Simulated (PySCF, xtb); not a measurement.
**Relative energy of two isomers of CH5OSn+**

We compare X, `C[OH+][SnH]`, a singlet, with Y, `[CH3][Sn][OH2+]`, a singlet. Both are isolated ions in the gas phase, relaxed with PBE0-D3(BJ)/def2-SVP; the shapes shown needn't be the lowest conformers.

X (Å):

```tsv
atom	x (Å)	y (Å)	z (Å)
C	-1.0740	1.4593	-0.1158
O	-0.7019	0.0857	0.1574
Sn	0.5069	-1.3806	-1.0205
H	-1.0663	-0.2022	1.0088
H	-0.6337	1.7209	-1.0843
H	-0.6686	2.1108	0.6696
H	0.6542	-0.0594	-2.1890
H	-2.1680	1.5384	-0.1666
```

Y (Å):

```yaml
atoms:
  - { symbol: C, position_ang: [1.1511, -0.5552, 0.6546] }
  - { symbol: O, position_ang: [-0.7529, 0.1988, -1.6087] }
  - { symbol: Sn, position_ang: [-0.7640, 0.4423, 0.6716] }
  - { symbol: H, position_ang: [1.8871, 0.0193, 0.0653] }
  - { symbol: H, position_ang: [-0.0544, -0.2188, -2.1364] }
  - { symbol: H, position_ang: [1.5395, -0.6574, 1.6803] }
  - { symbol: H, position_ang: [-1.4466, 0.4968, -2.2167] }
  - { symbol: H, position_ang: [1.0640, -1.5656, 0.2187] }
```

Estimate E(Y) − E(X) at the level CCSD(T)/def2-SVP + ΔMP2/def2-TZVPP.

Calculated at CCSD(T)/def2-SVP + ΔMP2/def2-TZVPP: E(Y) − E(X) = −0.914 eV, so structure Y lies lower.

How the difference moves with the method:

```json
{"level": "GFN2-xTB", "geometry": "GFN2-xTB", "E(Y) − E(X) (eV)": "−0.461", "departure from the last row (eV)": "+0.452", "job, with rough time for the two": "optimisation, 0.36 s"}
{"level": "HF/STO-3G", "geometry": "GFN2-xTB", "E(Y) − E(X) (eV)": "−0.463", "departure from the last row (eV)": "+0.451", "job, with rough time for the two": "single point, 1.6 s"}
{"level": "r2SCAN-D4/def2-SVP", "geometry": "GFN2-xTB", "E(Y) − E(X) (eV)": "−0.800", "departure from the last row (eV)": "+0.114", "job, with rough time for the two": "single point, 17 s"}
{"level": "PBE0-D3(BJ)/def2-SVP", "geometry": "PBE0-D3(BJ)/def2-SVP", "E(Y) − E(X) (eV)": "−0.787", "departure from the last row (eV)": "+0.127", "job, with rough time for the two": "optimisation, 62 s"}
{"level": "HF/def2-SVP", "geometry": "PBE0-D3(BJ)/def2-SVP", "E(Y) − E(X) (eV)": "−0.604", "departure from the last row (eV)": "+0.309", "job, with rough time for the two": "part of the CCSD(T) run"}
{"level": "MP2/def2-SVP", "geometry": "PBE0-D3(BJ)/def2-SVP", "E(Y) − E(X) (eV)": "−0.830", "departure from the last row (eV)": "+0.084", "job, with rough time for the two": "part of the CCSD(T) run"}
{"level": "CCSD(T)/def2-SVP", "geometry": "PBE0-D3(BJ)/def2-SVP", "E(Y) − E(X) (eV)": "−0.716", "departure from the last row (eV)": "+0.198", "job, with rough time for the two": "single point"}
{"level": "CCSD(T)/def2-SVP + ΔMP2/def2-TZVPP", "geometry": "PBE0-D3(BJ)/def2-SVP", "E(Y) − E(X) (eV)": "−0.914", "departure from the last row (eV)": "", "job, with rough time for the two": "single point, 53 s"}
```

As drawn, Y has 1 C–Sn, 1 O–H in place of 1 C–O, 1 Sn–H.

None of the levels shown reverses the order. The largest departure from CCSD(T)/def2-SVP + ΔMP2/def2-TZVPP is that of GFN2-xTB, 0.452 eV. The last row adds to CCSD(T) the change of the MP2 difference between the two basis sets, here −0.198 eV, a large step that makes the value less sure.

With thermal terms from frequencies at re-optimised GFN2-xTB minima (ideal gas, soft modes damped towards free rotors, one conformer each, 298.15 K, 1 atm): the zero-point term adds +0.009 eV; ΔH is −0.883 and ΔG −0.929 eV.

The correlated steps freeze 6 core orbitals; the filled d shell of Sn is correlated, in a basis made for valence electrons. Atoms past krypton carry core potentials in the def2 sets, other sets are all-electron and non-relativistic, and no spin–orbit term is included. Programs: PySCF 2.14.0, xtb 6.7.1; the last row on 2 threads of Arm Neoverse V1 on a shared host.

Y is favoured clearly, and thermal terms barely alter the gap, as expected for two adducts that each hold one intact donor molecule. X is essentially methanol bound to SnH⁺, and Y is water bound to SnCH₃⁺. Tin is formally divalent in both, with a largely 5s lone pair and empty 5p character that accepts oxygen density, so the preference doesn't stem from a change of oxidation state. It comes mainly from exchanging a C–O and an Sn–H bond for a stronger O–H bond and an Sn–C bond. Methyl probably also stabilises the electron-poor tin centre better than hydrogen does, through polarisation and hyperconjugation, which outweighs methanol's advantage over water as a donor.

Correlation strengthens the preference for Y relative to Hartree–Fock in the same basis, though MP2 overshoots CCSD(T) there. The closeness of the small-basis density functional values to the final estimate may therefore partly reflect cancellation between functional and basis errors. The energy ordering says nothing about how readily X converts to Y, since the rearrangement must break strong bonds.
